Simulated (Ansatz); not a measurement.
Theory: DFT PBE, scalar-relativistic, plane waves, PAW (Ansatz). All cells share a 420 eV cutoff and Γ-centred k meshes spaced at most about 0.3 Å⁻¹ (about 0.25 or finer for metals, 2π included). No spin polarisation in the final relaxations.

All energies are static (0 K, no zero-point motion).

Two forms of Al2Cu3 were relaxed alike.

A.

```cif
data_structure
_symmetry_space_group_name_H-M 'I4/mmm'
_symmetry_Int_Tables_number 139
_cell_length_a 3.1723
_cell_length_b 3.1723
_cell_length_c 13.3067
_cell_angle_alpha 90.000
_cell_angle_beta 90.000
_cell_angle_gamma 90.000
_cell_volume 133.91
loop_
_atom_site_label
_atom_site_type_symbol
_atom_site_symmetry_multiplicity
_atom_site_Wyckoff_symbol
_atom_site_fract_x
_atom_site_fract_y
_atom_site_fract_z
_atom_site_occupancy
Al1 Al 4 e 0.50000 0.50000 0.31053 1
Cu1 Cu 4 e 0.50000 0.50000 0.09947 1
Cu2 Cu 2 a 0.00000 0.00000 0.00000 1
```

B.

```cif
data_structure
_symmetry_space_group_name_H-M 'R-3m:H'
_symmetry_Int_Tables_number 166
_cell_length_a 4.1679
_cell_length_b 4.1679
_cell_length_c 12.9959
_cell_angle_alpha 90.000
_cell_angle_beta 90.000
_cell_angle_gamma 120.000
_cell_volume 195.51
loop_
_atom_site_label
_atom_site_type_symbol
_atom_site_symmetry_multiplicity
_atom_site_Wyckoff_symbol
_atom_site_fract_x
_atom_site_fract_y
_atom_site_fract_z
_atom_site_occupancy
Al1 Al 6 c 0.00000 0.00000 0.89700 1
Cu1 Cu 6 c 0.33333 0.66667 0.96811 1
Cu2 Cu 3 b 0.66667 0.33333 0.83333 1
```

Question: Which is lower in energy, and by how much?

Answer: B is lower, by 65 meV/atom. A has space group I4/mmm (No. 139), 13.4 Å³/atom and no gap on its mesh; B has Al and Cu ordered on bcc sites, space group R-3m (No. 166), 13.0 Å³/atom and no gap. Counting all near atoms (those within 1.25 times the shortest distance at each site; a plus sign parts nearer from farther groups; a slash parts the counts of unlike sites), A has Al 10, Cu 10/10+4 and B has Al 14, Cu 8+6. In A, around Al lie 5 Cu at 2.52–2.54 Å, 4 Al at 2.76 Å, 1 Cu at 2.81 Å and 4 Al at 3.17 Å; Cu on a site of symmetry 4mm is surrounded by 4 Al at 2.54 Å, 5 Cu at 2.60–2.65 Å, 1 Al at 2.81 Å and 4 Cu at 3.17 Å; Cu on a site of symmetry 4/mmm is surrounded by 2 Al at 2.52 Å, 8 Cu at 2.60 Å and 4 Cu at 3.17 Å. In B, around Al lie 7 Cu at 2.54–2.58 Å, 1 Al at 2.68 Å, 3 Al at 2.92 Å and 3 Cu at 2.98 Å; Cu on a site of symmetry 3m is surrounded by 4 Cu at 2.55–2.58 Å, 4 Al at 2.58 Å, 3 Cu at 2.98 Å and 3 Al at 2.98 Å; Cu on a site of symmetry -3m is surrounded by 6 Al at 2.54 Å, 2 Cu at 2.58 Å and 6 Cu at 2.98 Å. Both come from invented guesses.

Cells relaxed within their symmetry can be saddle points.

The preference for B may follow chemical order more than lattice type, since A can also be read as a bcc-like stacking, strongly compressed along its tetragonal axis. In A the layers segregate into Al pairs and Cu triples, so each Al has only 5 Cu at 2.52–2.54 Å and faces 4 Al at 2.76 Å across the pair. In B every Al layer lies between Cu layers, and Al gains 7 Cu at 2.54–2.58 Å.

Al and Cu attract each other in their alloys through mixing of Al s and p states with Cu s and, more weakly, d states, helped by some charge transfer. The greater number of short unlike contacts is therefore probably the main source of B's advantage, and its smaller volume per atom fits this picture. Relief of the tetragonal strain may also contribute, and the two energies alone cannot separate these effects.

The ordering says nothing about whether B would survive against decomposition into neighbouring Al–Cu compounds, notably the γ-brass-related phases known on the Cu-rich side.
